## Laser linewidth from driver noise: one-sided and two-sided spectra

### Model and conventions

Take the field $E_0\exp[i(2\pi\nu_0 t+\phi)]$ with constant amplitude and $\dot\phi=2\pi\,\delta\nu(t)$, where $\delta\nu$ is stationary zero-mean Gaussian noise. The one-sided spectrum $S_\nu$ obeys $\sigma^2=\langle\delta\nu^2\rangle=\int_0^\infty S_\nu\,df$. The two-sided spectrum $S_\nu^{(2)}$ gives the same $\sigma^2$ when integrated from $-\infty$ to $\infty$, so $S_\nu=2S_\nu^{(2)}$ for $f>0$.

The phase increment $\Delta\phi=2\pi\int_t^{t+\tau}\delta\nu\,dt'$ is a filtered copy of $\delta\nu$ with power gain $4\sin^2(\pi f\tau)/f^2$. Gaussian statistics give $\langle e^{i\Delta\phi}\rangle=e^{-\langle\Delta\phi^2\rangle/2}$, hence

$$|g_1(\tau)|=\exp\left[-2\int_0^\infty S_\nu(f)\,\frac{\sin^2(\pi f\tau)}{f^2}\,df\right]\qquad(1)$$

The optical line is the Fourier transform of $g_1$. For white noise $S_\nu=h_0$, the integral $\int_0^\infty\sin^2(\pi f\tau)f^{-2}df=\pi^2|\tau|/2$ gives $\exp(-\pi^2h_0|\tau|)$, a Lorentzian of FWHM $\pi h_0$. For slow, strong noise $\sin x\approx x$ gives $\exp(-2\pi^2\sigma^2\tau^2)$, a Gaussian of FWHM $\sqrt{8\ln2}\,\sigma$.

The assumed inputs describe a semiconductor distributed-feedback (DFB) laser and its driver: current noise $i_n=200\ \mathrm{pA}/\sqrt{\mathrm{Hz}}$, one-sided as data sheets usually quote it; flat tuning $K=1\ \mathrm{GHz/mA}=10^{12}\ \mathrm{Hz/A}$; a single-pole low-pass filter with $f_c=100$ kHz. For $S_\nu=h/(1+f^2/f_c^2)$, the split $1/[f^2(1+f^2/f_c^2)]=1/f^2-1/(f^2+f_c^2)$ turns (1) into

$$|g_1|=\exp[-a(x-1+e^{-x})],\qquad x=2\pi f_c|\tau|,\qquad a=\frac{\pi h}{2f_c}\qquad(2)$$

Expanding $\exp(-ae^{-x})$ and transforming term by term gives the line at offset $u=(\nu-\nu_0)/f_c$:

$$L(u)\propto\sum_{n=0}^\infty\frac{(-a)^n}{n!}\,\frac{a+n}{(a+n)^2+u^2}\qquad(3)$$

The FWHM is $2f_cu_{1/2}$, where $L(u_{1/2})=L(0)/2$.

### The wrong attempt (do not reuse)

**This calculation is wrong, and so are its linewidths.** The engineer's simulator stores spectra on positive and negative frequencies.

1. Two-sided current noise: $S_i^{(2)}=i_n^2/2=2.0\times10^{-20}\ \mathrm{A^2/Hz}$.
2. Two-sided frequency noise in the passband: $h^{(2)}=K^2S_i^{(2)}=2.0\times10^{4}\ \mathrm{Hz^2/Hz}$.
3. White-noise width: $\pi h^{(2)}=62.8$ kHz, and accordingly $h=h^{(2)}$ in (2).
4. Filter: $a=\pi/10=0.314$, and the half-maximum root of (3) gives a FWHM of 59.1 kHz (wrong).

The result looks plausible. It lies a little below the white-noise value, as filtering suggests.

### The symptom

At short delay $|g_1|\approx1-2\pi^2\sigma^2\tau^2$ for any spectrum of finite $\sigma$, so the variance of the optical line equals $\langle\delta\nu^2\rangle$. In (2) the short-delay form is $1-ax^2/2$, which means $\sigma=f_c\sqrt a$. The attempt therefore describes a line of rms width 56.0 kHz.

The same quantity follows from the current with no lineshape theory. The noise bandwidth of the pole is $\pi f_c/2=157$ kHz, the rms current is $i_n\sqrt{\pi f_c/2}=79.3$ nA, and $K$ converts it to $\sigma=79.3$ kHz. The simulator's own spectrum, integrated over both signs of $f$, returns this value too. The two rms widths differ by $\sqrt2=1.41$: half of the variance has been lost between line 2 and line 4.

### The faulty line

Lines 1 and 2 are correct. Line 3 inserts a two-sided density into a result derived from an integral over $f>0$ alone, which drops the power at negative frequencies. A direct derivation shows the proper factor. Two-sided white noise has $\langle\delta\nu(t)\,\delta\nu(t')\rangle=h^{(2)}\delta(t-t')$, so $\langle\Delta\phi^2\rangle=4\pi^2h^{(2)}|\tau|$ and $|g_1|=\exp(-2\pi^2h^{(2)}|\tau|)$. A decay $e^{-k|\tau|}$ has FWHM $k/\pi$, so

$$\Delta\nu=2\pi h^{(2)}=\pi h_0,\qquad h_0=2h^{(2)}\qquad(4)$$

In (1) the prefactor becomes 4 if $S_\nu^{(2)}$ is integrated over $f>0$, or stays 2 if the integral runs over all $f$.

### The mended calculation

1. One-sided level: $h_0=K^2i_n^2=4.0\times10^{4}\ \mathrm{Hz^2/Hz}$.
2. White-noise width: $\pi h_0=2\pi h^{(2)}=126$ kHz.
3. Regime: $a=\pi h_0/2f_c=\sigma^2/f_c^2=\pi/5=0.628$, and $f_c\sqrt a=79.3$ kHz now passes the test above.
4. Half-maximum root of (3): FWHM $=107$ kHz.

The parameter $a$ selects the shape. For $a\ll1$ the $n=0$ term of (3) dominates near the centre and the line is the Lorentzian of width $\pi h_0$. For $a\gg1$ the coherence is gone while $x\ll1$ and the line is the Gaussian. Here $a$ is of order one, and both limits overestimate the width: 126 kHz for the Lorentzian formula, $\sqrt{8\ln2}\,\sigma=187$ kHz for the Gaussian one.

### Size of the error

| Quantity | Wrong | Mended | Ratio |
|---|---|---|---|
| White-noise FWHM | 62.8 kHz | 126 kHz | 2 |
| rms width | 56.0 kHz | 79.3 kHz | 1.41 |
| FWHM with filter | 59.1 kHz | 107 kHz | 1.8 |

The slip halves the exponent of $g_1$ at every delay, a loss of 3.0 dB in frequency-noise power. It costs a factor 2 in width in the Lorentzian limit and $\sqrt2$ in the Gaussian limit. In this setting the predicted width is 48 kHz, or 45 %, too small. A driver specified from the wrong formula would be allowed $\sqrt2$ times too much current noise in either limit.

The 107 kHz is the model's width for driver noise alone, and two omissions rival it. First, $h_0\propto K^2$, so a tuning coefficient 29 % lower halves $a$ and returns the same 59.1 kHz. The thermal tuning of a typical DFB laser weakens between roughly 10 kHz and 1 MHz, so a flat $K$ taken from slow tuning tends to overstate the driver's part, and $K(f)$ belongs inside (1). Second, spontaneous emission adds an independent white term, which multiplies $g_1$ by $e^{-\pi\Delta\nu_0|\tau|}$ and convolves (3) with a Lorentzian of FWHM $\Delta\nu_0$. As typical knowledge, $\Delta\nu_0$ of an ordinary DFB laser is of order 1 MHz, so the model falls short of such a device's total width by roughly a factor of ten. The driver term shapes the line only in narrow-linewidth lasers whose $\Delta\nu_0$ is comparable to or below $\pi h_0$.